Dear colleague,

The ion drag on your 200 nm particles exceeds the electric force by about two orders of magnitude in the core of the nitrogen discharge, at least in the standard binary-collision model. Here is how that number arises, how it scales and where it fails.

**Conventions and groups.** The grain is an absorbing sphere of radius $a$ and charge $-|Z|e$, infinitely heavy against an ion. Ions are singly charged, with density $n$, mass $m_i$, drift $u$ and a shifted Maxwellian distribution. Temperatures are in energy units, $v_{Ti}=\sqrt{T_i/m_i}$, $\tau=T_e/T_i$, $z=|Z|e^2/(4\pi\varepsilon_0 aT_e)$, and $\lambda_D^{-2}=\lambda_i^{-2}+\lambda_e^{-2}$ with $\lambda_j^2=\varepsilon_0T_j/(ne^2)$. The ion mean free path $\ell$ is defined through the mobility, $\mu_i=e\ell/(m_iv_{Ti})$.

The nine quantities $F,u,a,\lambda_D,\ell,n,m_i,T_i$ and $|Z|e^2/4\pi\varepsilon_0$ contain three dimensions and so form six groups. If ions scatter independently in a given potential, $F\propto n$ and one group drops out:
$$F=a^2nT_i\,\Phi\left(M,\;y,\;a/\lambda_D,\;\ell/\lambda_D\right),\qquad M=u/v_{Ti},\quad y=z\tau .$$
$\Phi$ is odd in $M$, hence linear for slow drift, and $\ell$ disappears when $\ell\gg\lambda_D$. The useful combination of the two remaining groups is
$$\beta=\frac{ya}{\lambda_D}=\frac{|Z|}{4\pi n\lambda_i^2\lambda_D},$$
the Coulomb radius $ya$ of a thermal ion over the screening length, or the grain charge over the number of ions at hand to screen it.

**The force.** To first order the distribution is $f_0(1+\mathbf u\cdot\mathbf v/v_{Ti}^2)$. With momentum-transfer cross section $\sigma$ and $x=v^2/2v_{Ti}^2$,
$$F=\frac{8}{3\sqrt{2\pi}}\,nm_iv_{Ti}u\int_0^\infty x^2e^{-x}\sigma\,dx .$$
Let $b_0=|Z|e^2/(4\pi\varepsilon_0m_iv^2)=ay/2x$. In the bare Coulomb field, energy and angular momentum link the impact parameter $\rho$ to the distance of closest approach $r$ by $\rho^2=r^2+2rb_0$. Setting $r=a$ gives the collection cross section $\sigma_c=\pi a^2(1+y/x)$. For uncollected ions Rutherford scattering has $1-\cos\chi=2b_0^2/(\rho^2+b_0^2)$, so $\sigma_s=2\pi b_0^2\ln[(\rho_{\max}^2+b_0^2)/(\rho_{\min}^2+b_0^2)]$. The textbook cut-off is $\rho_{\max}=\lambda_D$. The modified one (Khrapak, Ivlev, Morfill and Thomas, 2002) keeps every ion whose closest approach is inside $\lambda_D$, because an attracting centre pulls in ions aimed outside the cloud. Since $\rho^2+b_0^2=(r+b_0)^2$,
$$\sigma_s=4\pi b_0^2\,\Gamma,\qquad \Gamma=\ln\frac{\lambda_D+b_0}{a+b_0}=\ln\left(1+\frac{2x}{\beta}\right)-\ln\left(1+\frac{2x}{y}\right).$$
The integrals give
$$F=\frac{8\sqrt{2\pi}}{3}a^2nm_iv_{Ti}u\,B,\qquad B=1+\frac y2+\frac{y^2}{4}\Lambda,$$
$$\Lambda=2G,\qquad G=\int_0^\infty e^{-x}\,\Gamma\,dx=g(\beta/2)-g(y/2),\qquad g(s)=e^sE_1(s),$$
where $E_1$ is the exponential integral. Mind the factor: with the coefficient $1/4$, $\Lambda$ is twice the $e^{-x}$-weighted average of the logarithm.

**Inputs.** I read 200 nm as the diameter, $a=0.1\ \mu$m, and take $n=10^{11}$ cm$^{-3}$ of N$_2^+$ (28 u) at 10 mTorr. Assumed as typical are $T_e=3$ eV, $T_i=T_{\rm gas}=0.05$ eV (580 K), so $\tau=60$, and an approximate reduced mobility $K_0=1.6$ cm$^2$/Vs referred to the gas density at 273.15 K and 1 atm. Balancing the orbit-limited currents, $e^{-z}=\sqrt{m_e/(m_i\tau)}\,(1+z\tau)$, gives $z=2.46$, $y=148$, $|Z|=513$. Further, $v_{Ti}=415$ m/s, $\lambda_i=5.26\ \mu$m, $\lambda_D=5.21\ \mu$m, $a/\lambda_D=0.019$ and $\beta=2.84$, which is 513 charges against $4\pi n\lambda_i^2\lambda_D=181$ ions. Then $g(\beta/2)=0.467$, $g(y/2)=0.013$, $G=0.454$, $\Lambda=0.907$ and $B=5.0\times10^3$, of which collection supplies 1.5 %.

**Dependence on $y$ at fixed $a/\lambda_D$.** For $y\to0$ both logarithms are large and their difference tends to $\ln(\lambda_D/a)$, so $B\simeq1+y/2+(y^2/2)\ln(\lambda_D/a)$. The leading 1 is free-molecular drag on an absorbing sphere. Scattering overtakes collection at $y=0.96$ for our $a/\lambda_D$, far below any value in a discharge with $T_e\gg T_i$. For $y\gg1$ the series $g(s)\simeq1/s-1/s^2+2/s^3$ gives
$$B\simeq\frac{y^2}{2}\,g(\beta/2)-\frac y2+3-\frac8y .$$
The net finite-size correction is negative. An ion that hits the grain with $b_0\gg a$ would otherwise have been turned back and delivered $2m_iv$, while absorption delivers $m_iv$. The grain therefore acts as a point charge with a relative correction $-1/[y\,g(\beta/2)]$, here $-1.4$ %.

**Dependence on $\beta$.** For weak coupling,
$$g(\beta/2)\simeq L+\frac\beta2(L+1),\qquad L=\ln\frac2\beta-\gamma_E=\ln\frac{1.12}{\beta},$$
with Euler's constant $\gamma_E$. Up to the logarithm and the slow drift of $z$, $F\propto a^2nT_e^2m_i^{1/2}T_i^{-3/2}u$. For strong coupling,
$$g(\beta/2)\simeq\frac2\beta\left(1-\frac2\beta+\frac8{\beta^2}\right),$$
so $B\to y\lambda_D/a$ and $F\propto a\,n^{1/2}T_em_i^{1/2}u$, in which $T_i$ cancels. The textbook cut-off gives for a point grain $G_{\rm st}=\int_0^\infty e^{-x}\tfrac12\ln(1+4x^2/\beta^2)\,dx$, which shares the leading term $L$ but falls as $4/\beta^2$.

The product $\beta g(\beta/2)$ rises monotonically to 2 and passes half of that at $\beta=1.22$, which I take as the crossover. It corresponds to $a=43$ nm. Your particle lies just beyond it, where neither series works: one and two terms of the strong-coupling form give 0.705 and 0.208 against 0.467. Concavity of the logarithm supplies the bound $g(\beta/2)<\ln(1+2/\beta)$, here 0.534, or 14 % high. The local exponents follow from $sg'(s)=sg-1$:
$$\frac{\partial\ln F}{\partial\ln\lambda_D}=\frac{y^2}{2B}\left[1-\frac\beta2\,g(\beta/2)\right]=0.73 ,$$
hence $F\propto a^{1.27}n^{0.63}$, between the limits $a^2n$ and $a\,n^{1/2}$.

How well is the cut-off fixed? For a Yukawa potential the weak-coupling logarithm can be done without one. The small-angle deflection is $\chi=(2b_0/\lambda_D)K_1(\rho/\lambda_D)$, with $K_1$ the modified Bessel function. With $\int_\epsilon^\infty rK_1(r)^2dr\simeq\ln(2/\epsilon)-\gamma_E-\tfrac12$ matched to the Rutherford part $\ln(\rho/b_0)$, one finds $\Gamma=\ln(\lambda_D/b_0)-0.384$. This is equivalent to a cut-off at $0.681\lambda_D$. That constant is derived for small $\beta$ only, but it gauges the freedom: used in our setting it lowers $F$ by 25 %. The screening itself is also nonlinear for $\beta>1$. Two figures in $F$ are already generous.

The upper limit in $\beta$ comes from the centrifugal barrier. With $r$ and $\rho$ in units of $\lambda_D$, energies in units of the ion energy and $\beta_v=b_0/\lambda_D=\beta/2x$, the effective potential is $\rho^2/r^2-2\beta_ve^{-r}/r$. Its extremum requires $\rho^2=\beta_vr(1+r)e^{-r}$, and it reaches the ion energy when $\beta_ve^{-r}(r-1)/r=1$. The function $e^{-r}(r-1)/r$ peaks at $r=(1+\sqrt5)/2$, so a reflecting barrier exists for $\beta_v>13.2$. Well above that it stands at $r\approx\ln\beta_v$, the cross section scales as $\lambda_D^2\ln^2\beta_v$, and the $4\pi b_0\lambda_D$ of our formula overestimates it. In our setting the affected ions have $x<0.11$ and carry 0.8 % of the point-grain integral. The range usually quoted is about $\beta\lesssim5$, or $a\lesssim176$ nm here, which also keeps $a/\lambda_D$ below 0.034, so the opposite limit $a\to\lambda_D$, where $G\to0$ and orbit-limited charging fails, is never approached.

**Dependence on $M$.** Expanding the shifted Maxwellian to third order gives $F=F_{\rm lin}[1+M^2(\langle x\rangle/5-1/2)]$, the average being weighted by $x^2e^{-x}\sigma$. The coefficient is $-3/10$ for $\sigma\propto x^{-2}$ (weak coupling, constant logarithm), $-1/10$ for $\sigma\propto x^{-1}$ (strong coupling) and $+1/10$ for a neutral sphere. We have $\langle x\rangle=1.72$ and $-0.16$. Two neglected effects rival it. In linear response the real part of the ion susceptibility falls by $M^2\cos^2\theta$, with $\theta$ the angle between wave vector and drift, on average by $M^2/3$. This lengthens $\lambda_D$ by about $M^2/6$ and adds $+0.12M^2$. The ion current, proportional to $\langle1/v\rangle$ for $y\gg1$, falls by $M^2/6$, so $\delta z/z=M^2/[6(1+z)]=0.048M^2$. With $\partial\ln B/\partial\ln y=1.28$ at fixed $a/\lambda_D$ this adds $+0.06M^2$. The net coefficient is not resolved by this model, the more so as field-driven ions with charge exchange are not exactly a shifted Maxwellian. The largest piece is 4 % at $M=0.5$.

**Ratio to the electric force.** With $u=\mu_iE$ and $F_E=|Z|eE$ the field cancels:
$$\frac{F}{F_E}=\frac13\sqrt{\frac2\pi}\;\beta\,\frac{2B}{y^2}\,\frac{\ell\lambda_D}{\lambda_i^2},$$
with prefactor 0.266 and $2B/y^2\simeq g(\beta/2)-1/y$. The drag points along $E$, toward the walls, and the electric force on the negative grain points inward. The gas density is $1.66\times10^{14}$ cm$^{-3}$, so $\mu_i=2.6\times10^5$ cm$^2$/Vs, $\ell=3.1$ mm and $\ell/\lambda_D=6.0\times10^2$. With $2B/y^2=0.460$ the ratio is $2.0\times10^2$. At $M=0.3$, that is $u=125$ m/s and $E=0.048$ V/cm, the drag is 81 fN and the electric force 0.40 fN. The weight of a silica flake of this volume (density about 2.2 g/cm$^3$, $g\approx9.81$ m/s$^2$) is 0.09 fN.

| $a$ (nm) | $\beta$ | $g(\beta/2)$ | $G_{\rm st}$ | $F/F_E$ in units of $10^2$ |
|---|---|---|---|---|
| 10 | 0.28 | 1.74 | 1.57 | 0.77 |
| 30 | 0.85 | 1.01 | 0.768 | 1.3 |
| 100 | 2.8 | 0.467 | 0.228 | 2.0 |
| 200 | 5.7 | 0.274 | 0.086 | 2.4 |

The last row applies if your 200 nm is a radius, and it lies slightly past the quoted range. At 100 nm the textbook cut-off gives a logarithm smaller by a factor 2.0.

The ratio scales as $a\,n\,\ell\ln(1.12/\beta)$ for $\beta\ll1$. For $1\ll\beta\ll y$ it approaches $0.532\,\ell\lambda_D/\lambda_i^2\propto n^{1/2}\ell$, here $3.1\times10^2$, independent of size. Locally it goes as $a^{0.27}n^{0.63}p^{-1}$ in pressure $p$. The crossings of unity are as follows.

*Size.* There is none. At $a=1$ nm, where $|Z|\approx5$ and continuous charging is already failing, the formula still gives 17.

*Pressure.* Formally 2 Torr, where $\ell/\lambda_D=2.9$ and orbits are no longer collisionless. Collisions matter earlier for the charge. Ions that collide inside the radius $R_0$ where the Yukawa energy equals $T_i$ are mostly captured. That radius solves $\beta e^{-r}/r=1$, giving $R_0=5.3\ \mu$m. The rate $(4\pi/3)R_0^3nv_{Ti}/\ell$ is 3 % of the orbit-limited rate $\sqrt{8\pi}a^2nv_{Ti}(1+y)$ at 10 mTorr and equals it near 0.4 Torr.

*Density.* At 10 mTorr and fixed temperatures the ratio is unity at $n\approx8\times10^7$ cm$^{-3}$, where $\beta=0.08$ and $\ell/\lambda_D=17$. Collisional capture there is about 0.5 of the orbit-limited current and lowers the charge, so read this as an order of magnitude.

*Position.* Subthermal drift requires $E<v_{Ti}/\mu_i=0.16$ V/cm. Near the midplane of a slab of gap $d$, continuity gives $u=\nu_{iz}\xi$ at distance $\xi$, with ionization frequency $\nu_{iz}$. The wall flux $h\,n\sqrt{\tau}\,v_{Ti}$ at the Bohm speed, with edge-to-centre density ratio $h$, requires $\nu_{iz}\ge2h\sqrt\tau\,v_{Ti}/d$. For an assumed $d=10$ cm and a typical $h\approx0.2$, $M$ reaches 1 within $d/(2h\sqrt\tau)\approx3$ cm of the midplane. Beyond that the formula must be dropped. At a frozen logarithm the drag falls below the linear law by $3\sqrt{\pi/2}/M^3$, and at constant mean free path the field rises above it by roughly $M$. Balance then needs $M\approx5$, and more once the growth of the logarithm is counted, which is close to the Bohm value $\sqrt\tau=7.7$.

The ratio of $2\times10^2$ is the model's, not the discharge's. It is proportional to the assumed mobility, uncertain by about a quarter from the cut-off, and blind to N$^+$ ions and to a non-Maxwellian electron distribution, both common in nitrogen. None of these closes two orders of magnitude. As long as the plasma is on, a 200 nm grain has no stable position in the subthermal core and is carried outward to the presheath and sheath edge, which is where the light scattering should be aimed.